## The shortest way round a periodic crystal

An n×n×n mesh of k points describes a crystal as a block of n cells along each edge, closed on itself, so that an electron leaving through one face comes back through the opposite one. The number of points in the full mesh grows as n³, but the energy error follows a different count. What matters is the shortest way round the block, and that length grows only as n. In an insulator the effect of the closure dies away roughly exponentially with this length, so each unit added to n should divide the error by a similar factor.

The example is a rhombohedral form of GaP that contains a P–P bond, and so it is not the familiar zinc-blende crystal. Its shortest lattice vector measures 3.886 Å and lies at right angles to the threefold axis. The column "energy less reference" gives the energy per atom above that of the 8x8x8 mesh. Cell, atoms and density functional are the same in every row.

Single-point energies of rhombohedral GaP (R-3m, 4 atoms per cell) on different k meshes, relative to the 8x8x8 mesh, computed with Ansatz 0.2.0 using r2SCAN, PAW potentials and plane waves. All runs use cutoffs of 530 eV for the wavefunctions and 2120 eV for the density, unshifted meshes that include Γ, fixed occupations and no spin polarization.

```
k mesh  energy less reference (meV/atom)
 2x2x2                             571.9
 3x3x3                             114.4
 4x4x4                              31.9
 5x5x5                               9.1
 7x7x7                               0.7
```

The first refinement, from 2x2x2 to 3x3x3, cuts the energy difference fivefold. After that each step of n cuts it by about 3.5. Every row lies above the reference. An explanation therefore has to cover the nearly steady factor, the positive sign and the coarsest mesh, which is worse than the later rows suggest.

### Why each step divides the error

At each k point the energies of the occupied levels can be added up. This occupied-band sum, f(k), repeats periodically in k and can be written as a constant plus cosines, one for each lattice vector R:

f(k) = f₀ + Σ f_R cos(k·R)

The constant f₀ is the exact average, the one that an infinitely fine mesh would give. On a finite mesh that contains the point k = 0, called Γ, almost every cosine averages to zero. The exceptions are those whose R is n times some lattice vector T, because such a cosine equals one at every mesh point. What they leave behind is the error:

error(n) = Σ f_nT, summed over all T except zero

The shortest surviving vector has the length n × 3.886 Å, which is the shortest way round the closed block. The total energy inherits this error. As long as the mesh changes the electron density only a little, the response of the density enters the total energy only at second order.

The coefficients f_R measure how strongly the electrons' energy depends on a connection between cells a distance R apart. With a gap between filled and empty levels, such connections fade exponentially with distance. All the runs have a gap of at least 1.0 eV on their own mesh, so this is the case that applies here. If the gap closed, the filling would break off sharply at a Fermi surface, and the error would fall only as a power of n.

The opposite limit is a perfectly flat band, which has no cosines at all and is averaged exactly by any mesh. The Ga 3d levels come close to it. In the 3x3x3 run their sum differs by less than 0.1 eV per cell between Γ and the point where the occupied-band sum is lowest. The mesh error therefore comes from the eight broader bands above them, which hold the bonding electrons.

A simpler system with the same behaviour is a chain of atoms with alternating strong and weak bonds, bent into a ring of n cells. Its electrons can tell the ring from an endless chain only through processes that lead all the way round, and the gap makes these exponentially weak in n. The comparison holds for the decay. It doesn't hold for the sign of the error, which depends on the bands, nor for the number of ways round, since a ring has one and a crystal has many.

### Why coarse meshes lie too high

The levels of the 3x3x3 run give a clue to the sign. At Γ the occupied-band sum lies 17 eV per cell above the mesh average, and at the other points on the threefold axis 14 eV above it. Away from the axis it is at most about 1 eV above the average. The sum thus has a high ridge along the axis, and every mesh in the table includes points on that ridge.

A peak at Γ, where all cosines equal one, means that the coefficients f_R add up to a positive number. If the ones that survive on a coarse mesh are also positive on balance, the error is positive, as the table shows. The height of the ridge doesn't settle this by itself. A ridge made only of the shortest cosines would be averaged exactly by every mesh in the table, because low values elsewhere make up for it. The error comes from finer detail, which makes the ridge narrower than those cosines alone would. A narrow ridge tends to have positive coefficients at longer distances too, and that would give the positive errors in the table. The points of the 3x3x3 mesh lie too far apart to show such detail, so this last step is expected rather than computed.

Symmetry offers a reason for the ridge, though no separate calculation isolates it. On the threefold axis, p orbitals that point across the axis cannot mix with s orbitals. Away from the axis they can, and mixing between filled and empty states pushes the filled ones down. The crystal gains this part of its bonding energy only away from the axis.

### Why 2x2x2 is worse still

A steady factor belongs to a pure exponential, and the coefficients f_R approach one only at long distances. Each coefficient collects contributions from many parts of the band structure. Where filled and empty levels lie far apart, a contribution usually fades quickly with distance. Where they lie close together, it fades slowly. At short distances both kinds count, while further out only the slow ones remain and the factor per step settles. If most contributions have the same sign, the first steps are the steepest. This is the likely reason for the high 2x2x2 value, though no run isolates it.

Longer ways round the block could have a similar effect. After the shortest lattice vectors come two further groups, each about 1.7 times as long, and their share of the error should shrink as n grows. The levels of the 3x3x3 run speak against a large share. With the shortest vectors alone, the lowest points would lie half as far below the average as the ridge lies above it, and all other points would lie at the average. The run has the ridge about 15 eV above, taken as a mean along the axis, the lowest points 7 eV below, and the others within about 1 eV. That leaves little room for the two longer groups. On this mesh a vector and its double give the same cosine, so finer detail along the shortest directions stays hidden.

The limit n = 1, in which Γ alone stands for the whole crystal, fits a decay that is steepest at short distances. The 17 eV per cell found above amount to about 4 eV per atom, between seven and eight times the error of the 2x2x2 mesh. This figure uses the levels of the 3x3x3 run and gives the density no chance to adjust, so only its rough size counts. It still suggests that the steps become steeper towards the coarse end, with 2x2x2 as part of that pattern. Most of the 17 eV comes from the shortest lattice vectors, so the steepening doesn't depend on longer ways round.

### Estimating the error of finer meshes

Once the errors of two moderately coarse meshes are known, the steady factor gives those of finer ones. Take the table's values for 3x3x3 and 4x4x4, and leave the finer rows aside for comparison. Both values are measured from the 8x8x8 run, so the estimate rests on three total energies, not two. All energies are in meV/atom:

- Factor per step: 114.4 / 31.9 = 3.6
- Error of 5x5x5: 31.9 / 3.6 = 8.9
- Error of 7x7x7, two steps on: 8.9 / 3.6² = 0.7
- Error of 8x8x8, one more step: 0.7 / 3.6 = 0.2
- Expected entry for 7x7x7: 0.7 − 0.2 = 0.5

The table has 9.1 for 5x5x5, so the first estimate is good to a few per cent. For 7x7x7 it has 0.7 where the estimate gives 0.5. The subtraction in the last line is needed because the reference mesh is itself finite, and the table shows only the difference between two errors. Near the reference this makes the convergence look faster than it is.

Run backwards, the same rule fails. Multiplying the 3x3x3 value by 3.6 gives about 410 meV/atom for 2x2x2, well short of the computed 571.9. An estimate of this kind should run towards finer meshes, and start from ones on which the factor per step has settled.

### How well the picture holds

Three formulas were fitted to all five rows by least squares on the relative errors, each with two adjustable constants and with the reference's own error subtracted. With only the shortest distance, the exponential comes out 23% too low for 2x2x2. Adding the longer lattice vectors, with equal coefficients and the same decay in every direction, reduces this miss to about 8%. A power of n does worse than either when each row in turn is predicted from the other four.

The improvement doesn't show that longer ways round cause the steep first step. The fit gives them a far larger share than the levels of the 3x3x3 run suggest, and other terms that matter only on coarse meshes could improve it too. Such coefficients usually decay as an exponential divided by a power of the distance, and that power alone would make the first steps steeper. In the coarsest run the density also shifts, which can change the error as well. The two exponential fits put the error left in the 8x8x8 reference at a few tenths of a meV/atom. That is not negligible beside the last entry of the table.

### What this means for choosing a mesh

The length to compare between insulating cells is n times the shortest lattice vector, not n alone. A cell doubled along all three edges needs only half the n, because its 2x2x2 mesh samples the same states as the 4x4x4 mesh here. A wider gap usually shortens the decay and allows a smaller n. The factor per step belongs to this crystal and has to be found again for another. Two total energies aren't enough for that, because they give only one difference. Three successive meshes will do, even without a converged reference: divide the fall in energy over the first step by the fall over the second. Here 3x3x3, 4x4x4 and 5x5x5 give 82.5 / 22.8 = 3.6, the same factor as before.

None of the runs printed a warning about its mesh, so a clean run is no sign of a converged energy. The makers of the data do give a general figure for meshes as coarse as the first three here: errors of up to 40 meV/atom. It comes from their tests on other systems, not from these runs. For this crystal it holds at 4x4x4 but is far too mild for the two coarser meshes. The 5x5x5 mesh, to which that figure isn't applied, is still about 9 meV/atom too high. Where energies are wanted to about 1 meV/atom, only the 7x7x7 mesh and the reference come close.

A settled energy doesn't guarantee a settled gap. Between 7x7x7 and 8x8x8 the energy moves by less than 1 meV/atom, while the gap read off the mesh points still changes by 0.12 eV. The energy is an average over all filled states, whereas the gap depends on whether a mesh point happens to fall near the lowest empty state. Meshes with even n include points on the zone boundary that odd ones miss, and here each even mesh gives a smaller gap than any odd one. The gap therefore jumps up and down from mesh to mesh while the energy falls steadily.
